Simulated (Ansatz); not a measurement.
## Which isomer of CH3AlS gives these data?

These gas-phase data were calculated for one isomer of CH3AlS at B3LYP-D4/def2-TZVP (harmonic, unscaled wavenumbers; equilibrium rotational constants with average atomic masses):

| Quantity | Value |
| --- | --- |
| rotational constants | 14.98, 4.764, 3.699 GHz |
| all wavenumbers above 1500 cm⁻¹ | 3142, 3098, 2999 |

Candidates:

(1) `C[S][Al]`, a singlet
(2) `[CH2]1[AlH][S]1`, a singlet

Problem. Assign the data to one candidate and say why.

Solution. Candidate (1). No mode falls between 1700 and 2050 cm⁻¹, where the Al–H stretch of (2) would stand.

The same quantities for all candidates:

```tsv
	rotational constants (GHz)	wavenumbers above 1500 cm⁻¹	E above the lowest, B3LYP-D4/def2-TZVP (kcal/mol)
(1)	14.98, 4.764, 3.699	3142, 3098, 2999	0.0
(2)	14.04, 6.845, 4.741	3164, 3096, 2003	16.8
```

Programs: Ansatz 0.2.0.

The three high wavenumbers of (1) are all C–H stretches of an intact methyl group. In (2) one hydrogen has moved to aluminium, leaving two C–H stretches and an Al–H stretch at 2003 cm⁻¹. That mode lies far lower mainly because the more polar, longer Al–H bond has a smaller force constant; the change in reduced mass is slight. The rotational constants support the assignment independently: closing the ring draws carbon and aluminium together, so the two smaller constants rise from 4.764 and 3.699 to 6.845 and 4.741 GHz.

Formally, (2) is the product of inserting Al(I) into a methyl C–H bond. Aluminium usually favours the trivalent state, yet the open Al(I) thiolate lies lower by 16.8 kcal/mol. This suggests that the strain of the three-membered ring and the loss of a strong C–H bond outweigh the gain from the new Al–C and Al–H bonds. The ordering does not make (1) the most stable CH3AlS isomer, since connectivities such as methylaluminium sulfide, with carbon and sulfur both on aluminium, are not compared.
